# What a 2 % stretch costs in W3N4

Changing all three cell edges of W3N4 by 1 % costs about 10 meV/atom, or roughly 1 kJ per mole of atoms. Changing only a and b by 1 %, with c free to respond, costs about 5 meV/atom. The question is what a 2 % stretch along all three axes costs, and whether the energy of the equal squeeze can stand in for it.

W3N4 (7-atom cubic cell, Pm-3m, a = 4.216 Å) under strain, computed with Ansatz 0.2.0: plane-wave PAW, scalar-relativistic PBE, no spin polarisation, cutoff 420 eV, k mesh 8×8×8, Gaussian smearing of 0.1 eV. Changes are relative to the unstrained cell, with energies extrapolated to zero smearing; atoms and any free cell parts are relaxed within the symmetry.

```
strain kind  strain (%)                   cell freedom  energy change (meV/atom)  volume change (%)  c change (%)
 biaxial ab          -2      length and tilt of c free                      20.8              -2.77          1.24
 biaxial ab          -1      length and tilt of c free                       4.9              -1.38          0.62
 biaxial ab           1      length and tilt of c free                       4.5               1.42         -0.58
 biaxial ab           2      length and tilt of c free                      17.8               2.96         -1.03
  isotropic          -2  cell held, all vectors scaled                      44.5              -5.88         -2.00
  isotropic          -1  cell held, all vectors scaled                      10.7              -2.97         -1.00
  isotropic           1  cell held, all vectors scaled                      10.1               3.03          1.00
  isotropic           2  cell held, all vectors scaled                         ?                  ?             ?
```

**Why the direction matters**

In this crystal symmetry fixes every atom's site, so an equal strain along all three axes scales every W–N bond by the same factor. Near equilibrium the energy rises with the square of the strain $s$ and is the same for squeeze and stretch. Further out, the two directions part. Repulsion between the atoms steepens as they approach, while the restoring pull softens as they separate. This explanation comes from theory; the table shows only its outcome, that squeezing costs more in every known pair.

The difference also grows faster than the energy itself. Doubling the strain multiplies the symmetric part by four, but the leading asymmetric part, which goes as $s^3$, by eight. At 1 % isotropic strain the two directions differ by only 0.6 meV/atom. At 2 % the difference should therefore be about 5 meV/atom.

**The forecast**

The Birch–Murnaghan equation describes how a solid stiffens under pressure and softens under tension. For uniform scaling it can be written with $y=(1+s)^{-2}-1$, where $s$ is the strain as a fraction:

$$E=c_0y^2+c_1y^3$$

A least-squares fit to the three known isotropic rows gives $c_0=26027$ and $c_1=3435$ meV/atom. Two constants from three rows make a good fit weak evidence, and $c_1$ is barely larger than its own uncertainty. That does little harm here, because most of the asymmetry is already built into $y$, which is larger in size for a squeeze than for an equal stretch. The equation assumes this much; $c_1$ only corrects it.

For the withheld row, $s=0.02$ gives $y=-0.0388$. The first term contributes 39.2 meV/atom and the second takes away 0.2. The forecast is **39.0 meV/atom, with a range of 38.2 to 39.8**. Rounding of the known energies alone can shift it by 0.3; the rest of the range allows for a slightly misplaced minimum and for the form of the equation.

Two shortcuts give other answers. A parabola with its minimum at zero strain, fitted to the 1 % rows, predicts 41.6 meV/atom. Carrying over the ratio of stretch to squeeze from the 2 % biaxial rows predicts 38.1. The volume change is mere geometry, $1.02^3-1=6.12$ %, and tests none of these forecasts.

The withheld rows as computed:

```
strain kind  strain (%)                   cell freedom  energy change (meV/atom)  volume change (%)  c change (%)
  isotropic           2  cell held, all vectors scaled                      38.9               6.12          2.00
```

**What the result shows**

The computed energy is 38.9 meV/atom, so the forecast is 0.1 too high and well inside its range. Such close agreement is better than the rounded input could guarantee. The stretch costs about 13 % less than the equal squeeze, so the squeeze is a poor stand-in.

The parabola is 2.7 meV/atom too high, for an instructive reason. Averaging the two 1 % rows cancels their asymmetry, so the parabola predicts the average of the two directions. That average is indeed $(44.5+38.9)/2=41.7$ meV/atom, but neither direction has this energy. The biaxial shortcut errs the other way, by 0.8 meV/atom, because the biaxial pair is slightly more lopsided: stretching saves 14.4 % there, against 12.6 % in the isotropic pair. Most of this difference comes from extrapolating the energies to zero electronic smearing. In free energy, which includes the smearing, the savings are 13.7 and 13.1 %.

**Why biaxial strain is cheaper**

When a and b are stretched, c shrinks, which relieves part of the stress. The table lists the tilt of c as free too, but symmetry keeps c upright, so only its length responds. Two elastic constants describe this: $C_{11}$ is the stiffness along a strained axis, and $C_{12}$ measures the stress that this strain causes along the other axes. Setting the stress along c to zero gives a change in c of $-2rs$, with $r=C_{12}/C_{11}$. The 1 % biaxial rows give $r=0.30$.

Linear elasticity then makes the biaxial energy $\tfrac{2}{3}(1-r)$ times the isotropic one. Starting from the mean isotropic energy of 10.4 meV/atom at 1 %, this predicts 4.85, about 3 % above the computed mean of 4.7. Most of that gap comes from the electronic smearing. The table's energies are extrapolated to zero smearing, while c settles where the free energy, smearing included, is lowest. In free energy the biaxial mean is 4.82 meV/atom, and the isotropic mean hardly changes. With c held fixed, linear elasticity gives 5.6. Most of the saving thus comes from not straining c at all, and its contraction adds a smaller part. That split remains an estimate, since no row holds c fixed.

The contraction is not quite regular. It is close to 0.6 % per percent of strain in three biaxial rows, but only about 0.5 at +2 %. An unfinished relaxation is not the cause: the stress left along c in that run is only 0.0003 GPa. Whether the drop would survive a finer k mesh was not tested.

**What to do about it**

- For a quick estimate at 2 %, multiply the mean energy at ±1 % by four. In these rows the result is 5 to 10 % off for each direction: too high for stretching, too low for squeezing.
- If the direction matters, calculate both signs of strain and keep a term that distinguishes them.
- For strain in a plane, do not borrow isotropic values. Here they would more than double the energy, mainly because they strain the third axis as well.
- Do not read these energies as proof of stability. Shear, off-centre shifts of atoms and larger cells were not tested, and the crystal could still be unstable against them.
